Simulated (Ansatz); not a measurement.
## MgB₂: energy above lowest point and pressure against volume scale

Results calculated with Ansatz 0.2.0, not measured. Free energy against uniform scaling of the volume at fixed shape and fractions; periodic cell, basis, potentials, k mesh and filling as listed.

The cell before it is scaled or strained (space group P6/mmm, No. 191):
```
CELL_PARAMETERS angstrom
3.08500 0.00000 0.00000
-1.54250 2.67170 0.00000
0.00000 0.00000 3.52300
ATOMIC_POSITIONS crystal
Mg 0.00000 0.00000 0.00000
B 0.33333 0.66667 0.50000
B 0.66667 0.33333 0.50000
```

Settings of every row: functional PBE; dispersion none; potentials PAW; wave cutoff 500 eV; density cutoff 2000 eV; k mesh 10x10x8; k shift 0x0x0; occupations gaussian; smearing width 0.1 eV; spin none.

Limits: coarse k mesh, up to 40 meV an atom off.

| row | volume scale | V (Å³/atom) | energy above lowest point (meV/atom) | pressure (GPa) |
| --- | --- | --- | --- | --- |
| 1 | 0.92 | 8.905 | ? | ? |
| 2 | 0.9467 | 9.163 | 10.9 | 8.07 |
| 3 | 0.9733 | 9.421 | 1.8 | 3.29 |
| 4 | 1 | 9.679 | 0 | -0.93 |
| 5 | 1.0267 | 9.938 | 4.6 | -4.66 |
| 6 | 1.0533 | 10.195 | 14.8 | -7.95 |
| 7 | 1.08 | 10.453 | 30 | -10.87 |

Question: what energy above lowest point and pressure should row 1 give?

Worked fit of energy above lowest point. Take u = (V_r/V)^(2/3) − 1 with V_r = 9.8085 Å³ an atom, which is twice the finite (Eulerian) strain; such expansions in the strain, on which the Birch-Murnaghan equation of state is built, carry the rest volume and the bulk modulus. The shown rows have u = 0.04643, 0.02724, 0.0089, -0.00871, -0.02544, -0.04154. Least squares give energy above lowest point = 1.54 − 263.9 × u + 10085 × u² − 1311 × u³ meV/atom; a parabola predicts inner rows, each left out in turn, worse (root mean square 0.039 against 0.016 meV/atom). All shown rows lie on it to the printed digit. Its lowest point lies at u = 0.0131, or V = 9.619 Å³ an atom, and the curvature there gives the bulk modulus at fixed shape and fractions, B = (4/9)(1 + u)² E″(u)/V = 152 GPa. Letting shape and atoms relax would as a rule lower it, by much in layered, chain or molecular crystals. The withheld row has u = 0.06654, so the fit gives 1.54 − 263.9 × (0.06654) + 10085 × (0.06654)² − 1311 × (0.06654)³ = 28.2 meV/atom.

The calculation gave 28.2 meV/atom. The fit meets it to the printed digit. This row lies beyond the range of the fit.

Worked fit of pressure. Take u = (V_r/V)^(2/3) − 1 with V_r = 9.8085 Å³ an atom, which is twice the finite (Eulerian) strain; such expansions in the strain, on which the Birch-Murnaghan equation of state is built, carry the rest volume and the bulk modulus. The shown rows have u = 0.04643, 0.02724, 0.0089, -0.00871, -0.02544, -0.04154. Least squares give pressure = −2.853 + 212.12 × u + 478 × u² + 434 × u³ GPa; a parabola predicts inner rows, each left out in turn, worse (root mean square 0.014 against 0.0062 GPa). All shown rows lie on it to the printed digit. The pressure vanishes at u = 0.0131, or V = 9.619 Å³ an atom, and there the bulk modulus at fixed shape and fractions is B = −V dP/dV = (2/3)(1 + u) dP/du = 152 GPa. Letting shape and atoms relax would as a rule lower it, by much in layered, chain or molecular crystals. The withheld row has u = 0.06654, so the fit gives −2.853 + 212.12 × (0.06654) + 478 × (0.06654)² + 434 × (0.06654)³ = 13.51 GPa.

The calculation gave 13.49 GPa. The fit lies 0.02 GPa (0.082 % of the column's range) above it; its largest miss of a shown row is 0.00 GPa. This row lies beyond the range of the fit.
